## Stretching and squeezing gallium nitride

When a crystal is squeezed evenly from all sides, its bonds shorten and its electron levels shift. In zincblende gallium nitride only one length is free to respond, the edge of the cubic cell, because symmetry fixes everything else. Pressure therefore reaches the electrons through a single quantity, the volume. The table gives the volume, the energy and the band gap from 5 to 40 GPa, as changes from the cell relaxed at zero pressure or, for the gap, as a value. Two rows are open: a gentle squeeze of 2 GPa, and a pressure of −2 GPa, which means an even pull outwards.

Zincblende GaN, 2 atoms in the cell, relaxed under hydrostatic pressure at zero temperature with its symmetry kept. Ansatz 0.2.0, PBE, plane-wave PAW, scalar-relativistic, no spin polarisation, cutoff 420 eV, Gaussian smearing of 0.02 eV, Gamma-centred k mesh. Changes are against the cell relaxed at zero pressure; energies omit the PV term, and gaps are taken on the k mesh.

```
applied pressure (GPa)    k mesh  volume change (%)  energy change (meV/atom)  band gap (eV)
                    -2  10×10×10                  ?                         ?              ?
                     2  10×10×10                  ?                         ?              ?
                     5  10×10×10              -2.71                       4.9          1.717
                    10  10×10×10              -5.08                      17.9          1.873
                    20  10×10×10              -9.01                      60.8          2.144
                    40  12×12×12             -15.03                     190.9          2.578
```

The gap widens at each step of the known rows, but by less and less for each gigapascal. Between 5 and 10 GPa it gains about 31 meV per GPa, and between 20 and 40 GPa only about 22. Two causes are possible, alone or together: the electrons may respond less to a given compression, or a given pressure may compress the crystal less. Telling them apart shows which quantity stays steady enough to carry over to the open rows, above all to the stretched one, which lies on the far side of zero.

### How the crystal yields

The resistance to compression is the bulk modulus B, a small rise in pressure divided by the relative loss of volume it causes: B = −dP/d ln V, where P is the pressure and V the volume. If B were constant, ln V would fall in a straight line with pressure. A real crystal departs from this in both directions. Pushed together, the atoms repel each other ever more steeply, so B grows. Pulled apart hard enough, the crystal reaches the greatest tension it can bear, and there B falls to zero.

The known volumes show this stiffening. The mean bulk modulus rises from about 203 GPa between 5 and 10 GPa to about 292 GPa between 20 and 40. A simple description lets B grow linearly with pressure, B = B₀ + B′P, with B₀ its value at zero pressure. Summing the small changes of volume from the relaxed cell, of volume V₀, gives the Murnaghan equation:

ln(V/V₀) = −(1/B′) ln(1 + B′P/B₀)

Fitted to the four known volumes, it gives B₀ ≈ 173 GPa and B′ ≈ 4.1. The two constants can trade against each other, so they serve here as a description of the curve and not as precise properties of the material.

The same curve also fixes the energy, which is the work done on the crystal. At 40 GPa this work comes to 190.3 meV per atom, against 190.9 in the table, although no energy entered the fit. This row alone used a finer k mesh, and neither its energy nor its gap steps out of line with the others. Near zero pressure the work grows as the square of the pressure, because the force and the displacement both grow with it. Pull and push must therefore both raise the energy.

### How the gap follows the volume

Plotted against ln V instead of pressure, the known gaps lie almost on a straight line. Between neighbouring rows the slope stays between −6.3 and −6.4 eV. This answers the question raised by the slowing rise: the electrons respond to a given compression much as before, while each further gigapascal compresses the crystal less. The gap gained per unit of pressure is thus a nearly constant number divided by B.

The sign of the slope has a plausible explanation, though the table holds no orbital data to test it. The lowest conduction state of GaN is s-like and antibonding between gallium and nitrogen, while the top of the valence band is mainly nitrogen 2p. For atoms far apart there is no overlap to push an antibonding level up. As the bonds shorten the overlap grows, and the conduction edge is expected to move up relative to the valence edge. A similar compound with a direct gap between such states is also expected to open its gap under pressure, as long as the gap stays direct; in some compounds another conduction valley becomes the lowest under compression, and the rule then stops applying. If its gap responds as strongly to volume, a softer compound gains more per gigapascal.

### Forecasts for the open rows

The case of 2 GPa can be worked by hand. Halfway there, at 1 GPa, the bulk modulus is 172.8 + 4.1 = 176.9 GPa, so ln(V/V₀) = −2/176.9 = −0.0113. The line fitted to the four known gaps has the value 1.543 eV at zero pressure and a slope of −6.357 eV. The forecast gap is therefore 1.543 + 6.357 × 0.0113 = 1.615 eV.

For the pull, the halfway modulus is lower, 172.8 − 4.1 = 168.7 GPa, and the crystal yields a little more. The forecasts for both rows, with ranges that are judgements and not statistical errors, are these:

- **Volume change:** +1.19 % at −2 GPa and −1.12 % at 2 GPa, each ±0.05 percentage points.
- **Energy change:** 0.9 and 0.8 meV per atom, each ±0.2. The difference between the two is near the rounding.
- **Band gap:** 1.467 eV at −2 GPa and 1.615 eV at 2 GPa, each ±0.010 eV.

A simpler forecast ignores the stiffening and extends the straight line of gap against pressure through the 5 and 10 GPa rows. It gives 1.623 eV at 2 GPa, too close to the other value to separate the two clearly. At −2 GPa it gives 1.499 eV, about 31 meV higher than the forecast that follows the volume. The stretched crystal is thus the real test.

The withheld rows as computed:

```
applied pressure (GPa)    k mesh  volume change (%)  energy change (meV/atom)  band gap (eV)
                    -2  10×10×10               1.22                       0.9          1.463
                     2  10×10×10              -1.15                       0.8          1.615
```

### What the two rows decide

All six forecasts fall within their ranges. The stretched crystal has a gap of 1.463 eV, which the volume-based forecast overshoots by 4 meV and the straight line by 36. The curve of gap against pressure therefore keeps steepening as the pressure falls through zero. Another smooth curve through the known rows might do so too. The link between gap and volume rests more firmly on the slope against ln V, which between the two open rows is again about −6.4 eV. None of this tests the orbital explanation, which would need the characters of the band edges.

The volumes show a small, regular miss. The crystal expands by 1.22 % and shrinks by 1.15 %, so the pull does move it further than the push, as forecast. Yet both changes are about 2 % larger than the model's. Part of this comes from the runs and not from the crystal: the relaxations stopped slightly beyond their targets, at −2.022 and 2.042 GPa, so the pull and the push were 1 to 2 % stronger than the model assumed. The fitted rows overshot too, though by less in proportion (5.030 and 10.069 GPa for the two lowest). That left the fit slightly soft, so the overshoot of the open rows is not the whole account. The rest is expected from the form of the model: B should rise less steeply at high pressure than near zero, so one straight line that has to serve all the way to 40 GPa comes out a little too stiff at its lower end.

The miss in volume also enters the gaps. At −2 GPa the underestimated expansion accounts for nearly 2 of the 4 meV; most of the rest lies in the gap line, which gives 1.543 eV at zero pressure, where the relaxed cell has 1.541 eV. At 2 GPa the forecast agrees with the computed gap to the last printed digit, but small errors in the volume and in the gap line cancel there. The stretched row gives the fairer idea of the accuracy. The energies agree to the printed digit as well, though at one decimal place this is a coarse test.

With all rows in view, the division of labour is plain. From the lowest interval to the highest, reckoned with the target pressures, the gap's gain per gigapascal falls from 38 to 22 meV, while the bulk modulus rises from 169 to 292 GPa. The first falls by a factor of about 1.7 and the second rises by nearly the same factor. Their product, the gap's response to a relative change of volume, hardly changes; it is the steady slope against ln V seen once more, not a second piece of evidence.

This matters when a shift of the gap is used to estimate a pressure. Near zero pressure the crystal is softer and the gap more sensitive than under strong compression. Someone who used the slope between 20 and 40 GPa there would overestimate the pressure by a factor of about 1.7. The safer quantity to carry over is the response to volume, about 64 meV less gap for each per cent of expansion in volume. It covers only the even part of the strain: a layer held by its substrate is also distorted in shape, which splits the top of the valence band, and no row here contains such a distortion. It was also computed for the zincblende form only. The stable form of GaN at ordinary pressure is wurtzite, and these runs, which can't change phase, say nothing about which form is stable at any pressure. The absolute gaps shouldn't be carried over at all, since PBE makes them far too small, and the response to volume is also expected to carry some error of the functional.

The fits and the slopes between neighbouring rows are printed in full after this section.

Numerical output:

```
fit of lnv on 4 rows: coefficient of log(1 + applied_pressure/s) -0.244 +/- 0.00035, s 42.17; rms 0.000199, worst 20 -0.000302, leave-one-out rms 0.00102
  rows outside the fit (model, value, miss): -2 0.01186, 0.01213, -0.000269; 2 -0.01131, -0.01157, 0.000259
fit of band_gap on 4 rows: constant 1.543 +/- 0.00074, coefficient of murn -6.357 +/- 0.0075; rms 0.000546, worst 20 0.000919, leave-one-out rms 0.00153
  rows outside the fit (model, value, miss): -2 1.467, 1.463, 0.00444; 2 1.615, 1.615, -0.000312
Bulk modulus at zero pressure from the fit (GPa): 172.8
Gap change for 1 % more volume (meV): -63.57
Gap at zero pressure inferred from the fit (eV): 1.543
Straight line less model gap at -2 and 2 GPa (meV): 31.16, 8.712
Forecast range of volume change (plus or minus percentage points): 0.05
Forecast range of gap (plus or minus eV): 0.01
Forecast range of energy change (plus or minus meV/atom): 0.2
Mean slopes from the row above to this row:
  row  bulk modulus (GPa)  gap per pressure (meV/GPa)  gap per ln V (eV)
    2               168.8                          38             -6.415
    5               188.6                          34             -6.412
   10               202.7                        31.2             -6.326
   20               236.5                        27.1             -6.409
   40               292.2                        21.7              -6.34
Model values and misses (model less computed):
  row  volume (%)  volume miss  gap (eV)    gap miss  line gap (eV)  line miss  energy (meV/atom)  energy miss
   -2       1.193     -0.02723     1.467     0.00444          1.499     0.0356             0.8843     -0.01569
    2      -1.124      0.02562     1.615   -0.000312          1.623     0.0084             0.8174      0.01737
    5      -2.697      0.01272     1.717  -0.0003802          1.717          0              4.835     -0.06546
   10       -5.06      0.01964     1.873     -0.0001          1.873          0              17.75      -0.1472
   20      -9.037     -0.02745     2.145   0.0009194          2.185      0.041              61.01       0.2102
   40      -15.02     0.007441     2.578  -0.0004392          2.809      0.231              190.3      -0.6345
```
